Dear colleague,

The neck frequency you follow while tilting the field from [111] is governed by one mass ratio. Here are the nearly-free-electron values for Cu, Ag and Au.

**Masses.** Put $\mathbf k=\mathbf G/2+q\hat{\mathbf G}+\boldsymbol\rho$, with $\mathbf G=(2\pi/a)(111)$ and $\boldsymbol\rho\perp\mathbf G$. Two plane waves, coupled by the Fourier component $V$ (gap $2|V|$ at L), give the lower band
$$E=\varepsilon+\frac{\hbar^2\rho^2}{2m}+x-\sqrt{4\varepsilon x+V^2},\qquad x=\frac{\hbar^2q^2}{2m},\quad \varepsilon=\frac{\hbar^2}{2m}\frac{3\pi^2}{a^2}.$$
To first order in $x$ this is a saddle,
$$E=E_L+\frac{\hbar^2\rho^2}{2m_t}-\frac{\hbar^2q^2}{2m_l},\qquad E_L=\varepsilon-|V|,\quad m_t=m,\quad m_l=\frac{m}{2\varepsilon/|V|-1}.$$

**Area.** Let $\Delta=E_F-E_L>0$ and tilt the field by $\theta$. Inversion about L makes the section through L extremal. With in-plane coordinates $u$ (in the tilt plane) and $v$, one has $q^2=u^2\sin^2\theta$ and $\rho^2=u^2\cos^2\theta+v^2$, so
$$\frac{2m_t\Delta}{\hbar^2}=Du^2+v^2,\qquad D=\cos^2\theta-\frac{m_t}{m_l}\sin^2\theta .$$
This ellipse has area $A=A_0/\sqrt D$, with $A_0=2\pi m_t\Delta/\hbar^2=\pi k_N^2$ and $k_N$ the neck radius. The cyclotron mass is $m_c=(\hbar^2/2\pi)\,\partial A/\partial E=m_t/\sqrt D$. The ellipse opens into a hyperbola at $\tan^2\theta_c=m_l/m_t$. With two-wave masses, $D=1-(2\varepsilon/|V|)\sin^2\theta$.

**Numbers.** The inputs $a$, $|V|$ (half the L gap) and $k_N$ are typical values, and $\hbar^2/2m=3.81$ eV Å$^2$. The last column is the reduction of $A(20^\circ)$ when the full square root is kept and the section is integrated numerically.

| | $a$ (Å) | $\lvert V\rvert$ (eV) | $k_N$ (Å$^{-1}$) | $\varepsilon$ (eV) | $\Delta$ (eV) | $m_t/m_l$ | $\theta_c$ | $A(15^\circ)/A_0$ | $A(20^\circ)/A_0$ | reduction |
|---|---|---|---|---|---|---|---|---|---|---|
| Cu | 3.61 | 2.5 | 0.26 | 8.66 | 0.26 | 5.9 | 22° | 1.37 | 2.3 | 15 % |
| Ag | 4.09 | 2.1 | 0.16 | 6.74 | 0.10 | 5.4 | 23° | 1.32 | 2.0 | 6 % |
| Au | 4.08 | 2.3 | 0.22 | 6.78 | 0.18 | 4.9 | 24° | 1.29 | 1.8 | 5 % |

**Trend.** The hyperboloid's $A/A_0$ contains only $|V|/\varepsilon\propto|V|a^2$, since $\sin^2\theta_c=|V|/2\varepsilon$; the neck size cancels. A smaller ratio means a sharper avoided crossing, a lighter $m_l$ and a faster flare. Cu has the largest gap, but its small cell raises $\varepsilon$ more, so it flares fastest. Ag and Au share nearly the same $\varepsilon$, and the gap alone orders them. The spread is slight: adding 0.1 eV to $|V|$ moves Cu's $\theta_c$ by 0.5°.

The neck size returns through the dropped term $+2\varepsilon^2x^2/|V|^3$. Averaged over the ellipse, where $\langle\cos^4\varphi\rangle=3/8$, it gives
$$\frac{\delta A}{A}=-\frac{3\,\varepsilon^2\Delta\sin^4\theta}{4|V|^3D^2},$$
which is $-1.4$ % for Cu at 15°. It grows as $\Delta/D^2$, and Cu has both the widest neck and the smallest $D$. The divergence at $\theta_c$ belongs to the hyperboloid only. In the full model the orbit ends where $t=\hbar^2u^2/2m$ obeys $(t+|V|-\Delta)^2=V^2+4\varepsilon t\sin^2\theta$, and for $\Delta<|V|$ this has one positive root at every angle. The orbit then runs out onto the bellies, where two waves no longer suffice.

**How far to trust it.** These are the model's numbers, not the metals'. A typical neck cyclotron mass in Cu is about $0.45\,m$, lower still in Ag and Au, so $m_t=m$ is too heavy by a factor of two or more. The lower state at L is p-like, and the d states beneath it repel it upward away from L. That lightens $m_t$ and weakens the negative curvature along [111]; both changes reduce $m_t/m_l$. Setting $m_t=0.45\,m$ alone takes Cu's ratio to 2.7 and $\theta_c$ beyond 30°, so expect slower growth than tabulated.

The hyperboloid law itself needs no two-wave masses. Since $F=\hbar A/2\pi e$, plot $(F_0/F)^2=1-(1+m_t/m_l)\sin^2\theta$ against $\sin^2\theta$ below about 15°. The slope gives $m_t/m_l$, and $\hbar eF/m_c=\Delta$ should stay constant with angle for as long as the hyperboloid holds.